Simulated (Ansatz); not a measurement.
# Bi: largest V_zz and pressure against volume scale

Results calculated with Ansatz 0.2.0, not measured. Periodic Kohn-Sham DFT of a crystal at fixed atoms, scaled to volume_scale times the given cell; pressure positive in compression, energy less spherical unpolarised free atoms, largest_vzz the field gradient of largest size among the nuclei.

The cell before it is scaled or strained (space group R-3m, No. 166):
```
cell vectors (Å)
   2.2730     1.3123     3.9540
  -2.2730     1.3123     3.9540
   0.0000    -2.6246     3.9540
atoms (fractions of the cell vectors)
Bi  0.23389  0.23389  0.23389
Bi  0.76611  0.76611  0.76611
```

Settings of every row: method all-electron PAW; functional LDA; relativity scalar; k mesh 11x11x11; filling fermi-dirac; smearing width 0.03 eV; nucleus gaussian.

Atom start moment: 0 on all atoms.

Limits: field gradient without spin-orbit coupling on heavy atoms; no gap: field gradients move with the k mesh; no spin-orbit coupling on heavy atoms.

```csv
row,volume scale,V (Å³/atom),largest V_zz (1e21 V/m^2),pressure (GPa)
1,0.94,33.26,-3.338,1.34
2,0.96,33.967,-3.306,0.159
3,0.98,34.675,?,?
4,0.99,35.029,-3.252,-1.373
5,1,35.383,-3.232,-1.826
6,1.01,35.736,-3.212,-2.254
7,1.02,36.09,-3.19,-2.657
8,1.04,36.798,-3.146,-3.396
9,1.06,37.506,-3.099,-4.053
```

Question: what largest V_zz and pressure should row 3 give?

Worked fit of largest V_zz. Take t = volume scale − 1. The shown rows have t = -0.06, -0.04, -0.01, 0, 0.01, 0.02, 0.04, 0.06. Least squares give largest V_zz = −3.2321 + 1.996 × t + 3.77 × t² 1e21 V/m^2; a straight line predicts inner rows, each left out in turn, worse (root mean square 0.0045 against 0.00044 1e21 V/m^2). The rows lie off it by 0.000, 0.000, 0.000, 0.000, 0.000, 0.001, 0.000, 0.000. The withheld row has t = -0.02, so the fit gives −3.2321 + 1.996 × (-0.02) + 3.77 × (-0.02)² = -3.271 1e21 V/m^2.

The calculation gave -3.271 1e21 V/m^2. The fit meets it to the printed digit.

Worked fit of pressure. Take u = (V_r/V)^(2/3) − 1 with V_r = 35.559 Å³ an atom, which is twice the finite (Eulerian) strain; such expansions in the strain, on which the Birch-Murnaghan equation of state is built, carry the rest volume and the bulk modulus. The shown rows have u = 0.04557, 0.03101, 0.01006, 0.00331, -0.0033, -0.00983, -0.02257, -0.03491. Least squares give pressure = −2.0427 + 64.47 × u + 204.49 × u² + 211 × u³ GPa; a parabola predicts inner rows, each left out in turn, worse (root mean square 0.0033 against 0.00087 GPa). The rows lie off it by 0.000, 0.000, 0.000, 0.001, -0.001, 0.000, 0.000, 0.000. The pressure vanishes at u = 0.0289, or V = 34.07 Å³ an atom, and there the bulk modulus at fixed shape and fractions is B = −V dP/dV = (2/3)(1 + u) dP/du = 52.7 GPa. Letting shape and atoms relax would as a rule lower it, by much in layered, chain or molecular crystals. The withheld row has u = 0.01692, so the fit gives −2.0427 + 64.47 × (0.01692) + 204.49 × (0.01692)² + 211 × (0.01692)³ = -0.892 GPa.

The calculation gave -0.892 GPa. The fit meets it to the printed digit.
